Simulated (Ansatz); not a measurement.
**From C to Ge: the HOMO–LUMO gap**

One atom is swapped for its congeners: CH4N (methyl amino radical) `C[NH]`; SiH3(NH); GeH3(NH). All are doublets with charge 0.

Shapes, held fixed at every level: PBE0-D4/def2-TZVP. Programs: Ansatz 0.2.0. Values in eV.

Question: How should the HOMO–LUMO gap change along the series?

Answer: At wB97X-V/def2-TZVPP the HOMO–LUMO gap isn't monotonic: it is largest for C and smallest for Si (10.26 and 9.28 eV). Every level shows the same order. Open shells run unrestricted unless RO is named. Relativity is left out for Ge unless named. Orbital gaps aren't excitation energies, and the LUMO depends on the basis.

```
                level   CH4N  SiH3(NH)  GeH3(NH)
     SPW92/def2-TZVPP   1.78      1.09      1.36
    PBE-D4/def2-TZVPP   2.42      1.63      1.91
 r2SCAN-D4/def2-TZVPP   3.54      2.62      2.93
   PBE0-D4/def2-TZVPP   5.58      4.62      4.88
r2SCAN0-D4/def2-TZVPP   6.31      5.29      5.57
   wB97X-V/def2-TZVPP  10.26      9.28      9.49
```

Replacing carbon by silicon narrows the gap markedly, while going on to germanium recovers only a small part of it. The ordering is therefore more secure than any absolute gap, since the choice of functional shifts the values far more than the choice of element does.

The reversal follows electronegativity rather than size: germanium is less electropositive than silicon because its filled 3d shell screens the nuclear charge poorly. In these nitrogen-centred radicals, the frontier levels are probably the in-plane nitrogen lone pair and the minority-spin hole in the nitrogen 2p π orbital. An electropositive substituent favours a wider angle at nitrogen and gives the lone pair more p character, bringing it closer in energy to the π orbital. This suggests the strongest narrowing for silyl, with germyl slightly behind, whereas methyl leaves more s character in the lone pair and also raises the π level by hyperconjugation. The gaps alone can't show whether the occupied or the empty level moves more.
